## Appendix: One ion and its image as an exact model of the Onsager–Samaras law

**Model.** Water of relative permittivity $\varepsilon_r$ fills $z>0$. The sharp plane $z=0$ is the Gibbs surface of water, and the permittivity of air is set to zero. A fully dissociated 1:1 salt of point ions has density $c$ per species, $l_B=e^2/(4\pi\varepsilon_0\varepsilon_r kT)$ and $\kappa^2=8\pi l_Bc$. With uniform $\kappa$, the linearized Poisson–Boltzmann equation with zero normal field at $z=0$ is solved by one like-signed image at distance $2z$. Charging the ion gives a factor 1/2:

$$W(z)=kT\,l_B\,\frac{e^{-2\kappa z}}{4z}.$$

Both ions feel the same $W$, so no double layer forms. With $x=2\kappa z$ and $\lambda=\kappa l_B/2$, the adsorption per species is

$$\Gamma=-\frac{c}{2\kappa}I(\lambda),\qquad I=\int_0^\infty\left[1-e^{-\lambda e^{-x}/x}\right]dx .$$

For an ideal bulk, $d\gamma=-2\Gamma kT\,d\ln c$. Since $c\propto\lambda^2$ and $1/(2\kappa)=l_B/(4\lambda)$,

$$\Delta\gamma=\frac{kT\,l_Bc}{2}B,\qquad B=\frac{2}{\lambda^2}\int_0^\lambda I(t)\,dt .$$

**Solution.** Let $\mathcal G$ be the gamma function and $\psi$ its logarithmic derivative. On a vertical line with $-1<\mathrm{Re}\,s<0$, $1-e^{-y}=-\frac{1}{2\pi i}\int\mathcal G(s)y^{-s}ds$ and $\int_0^\infty x^se^{sx}dx=\mathcal G(1+s)(-s)^{-1-s}$. Closing to the left collects double poles at $s=-n$:

$$I=\sum_{n\ge1}\frac{n^{n-1}\lambda^n}{n!\,(n-1)!}\left[2\psi(n+1)-1-\ln(n\lambda)\right].$$

The series converges for every $\lambda$. Termwise integration gives $B=\sum_nB_n$ with

$$B_n=\frac{2n^{n-1}\lambda^{n-1}}{(n+1)!\,(n-1)!}\left[2\psi(n+1)-1+\frac{1}{n+1}-\ln(n\lambda)\right].$$

With $\psi(2)=1-\gamma_E$ ($\gamma_E$ is Euler's constant), the first term is the law of Onsager and Samaras (1934):

$$\Delta\gamma\to\frac{kT\,l_Bc}{2}\left[\ln\frac{2}{\kappa l_B}-2\gamma_E+\frac32\right].$$

The remainder vanishes as $\frac23\lambda\ln(1/\lambda)$. The integrand of $I$ is positive, so $\Delta\gamma>0$ at all $c$ in this model, whereas $B_1$ alone changes sign at $\kappa l_B=2.83$, far outside its range.

**10 mM KF at 298 K.** With the typical input $\varepsilon_r\approx78.4$: $kT=0.02568$ eV, $c=6.022\times10^{-3}$ nm$^{-3}$, $l_B=0.7152$ nm, $\kappa^{-1}=3.039$ nm, $\lambda=0.1177$ and $kT\,l_Bc/2=5.53\times10^{-5}$ eV nm$^{-2}$. The terms are $B_1=2.49$, $B_2=0.206$, $B_3=0.015$, $B_4=0.001$.

| | $B$ | $\Delta\gamma$ ($10^{-4}$ eV nm$^{-2}$) | $\Delta\gamma$ (mN/m) |
|---|---|---|---|
| limiting law | 2.49 | 1.37 | 0.0220 |
| full series | 2.71 | 1.50 | 0.0240 |

The full series exceeds the limiting law by 9%. At 0.1 mM the values are $B_1=4.79$ and $B=4.83$, a gap of 0.8%.

**Neglected terms.** The third figures describe the model, not the solution. The Debye–Hückel activity, $\ln f=-\lambda$, multiplies $d\ln c$ by $1-\lambda/2$ and adds $-(\lambda/3)[\ln(1/\lambda)-2\gamma_E+4/3]=-0.09$ to $B$, nearly half of $B_2$ in size. Weaker screening inside the depleted layer is also outside the model and is not evaluated here. Unit permittivity of air scales the image at $z\ll\kappa^{-1}$, and hence the coefficient of the logarithm, by $(\varepsilon_r-1)/(\varepsilon_r+1)=0.975$.

Ion size matters more. If both ions are barred from $z<d$, then for $\kappa d\to0$ each $\Gamma$ changes by $-c\int_0^de^{-l_B/(4z)}dz$, which adds $E_2(y)/y$ to $B$, with $y=l_B/(4d)$ and $E_2(y)=\int_1^\infty e^{-yt}t^{-2}dt$. An illustrative $d=0.3$ nm gives 0.47, larger than the constant $3/2-2\gamma_E=0.35$, and this shift persists as $c\to0$. Independence of ion identity therefore holds for the $c\ln(1/c)$ term in general, but for the constant only with point ions. For KF at 10 mM the model supports $\Delta\gamma$ of order $10^{-4}$ eV nm$^{-2}$, positive unless a specific attraction to the surface outweighs the image repulsion.